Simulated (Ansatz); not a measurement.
# Redistribution: GeH2(CH3)Cl + GeCl4 → GeH2Cl2 + Ge(CH3)Cl3

Species: GeH2(CH3)Cl, singlet; GeCl4 (germanium tetrachloride) `[Cl][Ge]([Cl])([Cl])[Cl]`, singlet; GeH2Cl2 (dichlorogermane) `[Cl][GeH2][Cl]`, singlet; Ge(CH3)Cl3 (trichloro(methyl)germane), singlet. The partners trade CH3 for Cl; both sit on Ge, so the bond types are kept.

Shapes, held fixed at every level: PBE0-D4/def2-TZVP. Programs: Ansatz 0.2.0. The zero-point and thermal change to 298 K, harmonic and unscaled (PBE0-D4/def2-TZVP), is +0.7 kJ/mol.

```
                level                   kind  ΔH(298 K) (kJ/mol)  less CCSD(T)/def2-TZVPP
          HF/def2-SVP           Hartree–Fock               -28.1                     -4.9
     SPW92/def2-TZVPP                    LDA               -22.9                     +0.3
  B3LYP-D4/def2-TZVPP          global hybrid               -24.1                     -0.9
r2SCAN0-D4/def2-TZVPP          global hybrid               -24.8                     -1.6
         MP2/def2-SVP    perturbation theory               -19.7                     +3.5
     CCSD(T)/def2-SVP  coupled cluster or CI               -19.7                     +3.5
      CCSD/def2-TZVPP  coupled cluster or CI               -24.0                     -0.8
   CCSD(T)/def2-TZVPP  coupled cluster or CI               -23.2                      0.0
```

The highest level, CCSD(T)/def2-TZVPP, gives ΔH(298 K) = -23.2 kJ/mol; the levels span -28.1 to -19.7. The column of differences is taken from that level and isn't an error. No measured value is set beside it here. Relativity is left out for Ge. Outer-core shells of Ge are correlated in most correlated rows, in sets that cover them unevenly.

The exchange is exothermic at every level, so its direction doesn't hinge on the treatment of correlation. Because the bond types are conserved, the enthalpy reflects how the substituents on each germanium influence one another. In GeCl4 four electronegative chlorines compete for density from one electron-poor centre. Replacing one with the more electron-releasing methyl group probably relieves this, while the less chlorinated germane accepts the extra chlorine at smaller cost.

In the def2-SVP basis, correlation makes the reaction less exothermic, from -28.1 to -19.7 kJ/mol. This suggests that it favours the reactants, where more chlorine pairs share a centre. Enlarging the basis recovers part of the exothermicity at the CCSD(T) level, whereas the triples contribution is small in the larger basis. The coincidence of MP2 and CCSD(T) in the small basis therefore doesn't indicate basis convergence, and the close LDA value probably owes much to error cancellation between similar bonds. The favourable enthalpy says nothing about the barrier to ligand exchange, which may require a catalyst.
